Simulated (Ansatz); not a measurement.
**Ge: energy along a strain**

Ge, Ia-3, a = 6.939 Å. This isn't the element's structure at ambient conditions. Ansatz: PBEsol, PAW, 420 eV, Γ-centred 8×8×8 mesh on 8 atoms, Gaussian smearing 0.15 eV; no spin polarisation. Cell vectors (Å): -3.470 3.470 3.470; 3.470 -3.470 3.470; 3.470 3.470 -3.470. The cell is strained by x per cent times the pattern (1 -1 0 0 0 0) in the order xx yy zz yz xz xy (engineering shears), with fractional coordinates held. y is the free energy over the start, V0 = 20.885 Å³/atom.

```
x (%) y (meV/atom)
-6.00             ?
-4.50         27.87
-3.00         12.59
 0.00          0.00
 1.50          3.18
 4.50         28.61
 6.00         50.48
```

Fit y = c2 x² + c3 x³ to the other rows, get the stiffness along the pattern, and predict the missing energy.

Least squares on the rows shown. y = 1.3912 x² + 0.0023715 x³. The clamped-ion stiffness p·C·p = 2 × 13.91 eV × 160.2 / 20.885 Å³ = 213 GPa. At x = -6.00 the fit asked for gives 49.57 meV/atom. The run gave 48.06 meV/atom, so the fit is 1.51 meV/atom too high, 3 % of the span of the series, against an rms of 0.13 meV/atom on the fitted rows. The row lies outside the fitted range. With a term in x⁴ added, a fit to the same known rows predicts 48.72 meV/atom, which recovers part of the miss; the known rows don't hold the rest.

The energy rises for both signs of the shear, so this form of Ge resists it, with a stiffness of 213 GPa that stands for twice the difference C11 − C12 and not for a single elastic constant. The resistance comes from the directional covalent network: the strain mainly bends bond angles, and also stretches bonds that lie off the cube diagonals. Letting the atoms relax within the strained cell could only lower this stiffness.

The two directions aren't equivalent. The energy is 50.48 meV/atom at 6.00 but 48.06 at -6.00, an asymmetry that Ia-3 allows because it lacks the fourfold axes that would interchange x and y; in diamond-type Ge the odd terms would vanish for this pattern. The missed point lies on the softer side, where the curve falls increasingly below a parabola. Since a quartic term mends only part of the miss, higher odd anharmonicity probably contributes, though a strain-induced change in band occupations can't be excluded. The positive curvature doesn't establish stability against other strains or phonons.
